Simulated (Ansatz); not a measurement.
From B to In: the atomisation energy (no zero-point term)

Gas-phase molecules, one atom swapped for its congeners: B(CH3)2(NH2); Ga(CH3)2(NH2); In(CH3)2(NH2). The Al member is missing. All are singlets with charge 0.

Shapes, held fixed at every level: PBE0-D4/def2-TZVP. Programs: Ansatz 0.2.0. Values in eV.

How should the atomisation energy change along the series?

At CCSD(T)/def2-TZVPP the atomisation energy falls at every step, from 47.07 to 40.93 eV. Every level shows the same order. For atoms past krypton def2 sets carry core potentials with scalar relativity. Relativity is left out for Ga. Outer-core shells of Ga, In are correlated in most correlated rows, in sets that cover them unevenly. Spin-orbit coupling, which grows down the group, is left out (summed over each molecule's free atoms 0.01, 0.08, 0.19 eV). Coupled cluster in double- or triple-zeta sets underbinds by a few per cent against its basis-set limit. CCSD also lacks the triples, which bind further.

```json
{"level": "HF/def2-SVP", "B(CH3)2(NH2)": "36.96", "Ga(CH3)2(NH2)": "31.96", "In(CH3)2(NH2)": "30.09"}
{"level": "HF/def2-TZVPP", "B(CH3)2(NH2)": "36.45", "Ga(CH3)2(NH2)": "31.73", "In(CH3)2(NH2)": "30.10"}
{"level": "SPW92/def2-TZVPP", "B(CH3)2(NH2)": "54.45", "Ga(CH3)2(NH2)": "49.03", "In(CH3)2(NH2)": "47.36"}
{"level": "wB97X-V/def2-TZVPP", "B(CH3)2(NH2)": "48.33", "Ga(CH3)2(NH2)": "43.51", "In(CH3)2(NH2)": "41.96"}
{"level": "MP2/def2-SVP", "B(CH3)2(NH2)": "46.32", "Ga(CH3)2(NH2)": "41.28", "In(CH3)2(NH2)": "39.46"}
{"level": "CCSD/def2-TZVPP", "B(CH3)2(NH2)": "46.55", "Ga(CH3)2(NH2)": "42.04", "In(CH3)2(NH2)": "40.37"}
{"level": "CCSD(T)/def2-TZVPP", "B(CH3)2(NH2)": "47.07", "Ga(CH3)2(NH2)": "42.57", "In(CH3)2(NH2)": "40.93"}
```

The fall from B to In reflects weaker bonds to the central atom, since the C–H and N–H bonds are common to all three molecules. Boron's compact 2s and 2p orbitals overlap well with those of carbon and nitrogen, and its empty p orbital accepts π density from the nitrogen lone pair. In Ga and In the valence orbitals are larger and more diffuse, so both σ overlap and π donation weaken. The greater polarity of their bonds evidently doesn't make up for this. The larger drop comes between B and Ga, as expected when the compact second-row shell is left behind.

Hartree–Fock already gives a fall of similar size, so the trend is mostly a mean-field bonding effect. Correlation adds a large but nearly constant amount, probably because most of it belongs to the shared methyl and amino groups. The local density functional overbinds all three, as is usual for it, yet keeps the order. These totals don't show how the weakening divides between the bonds to carbon and the bond to nitrogen.
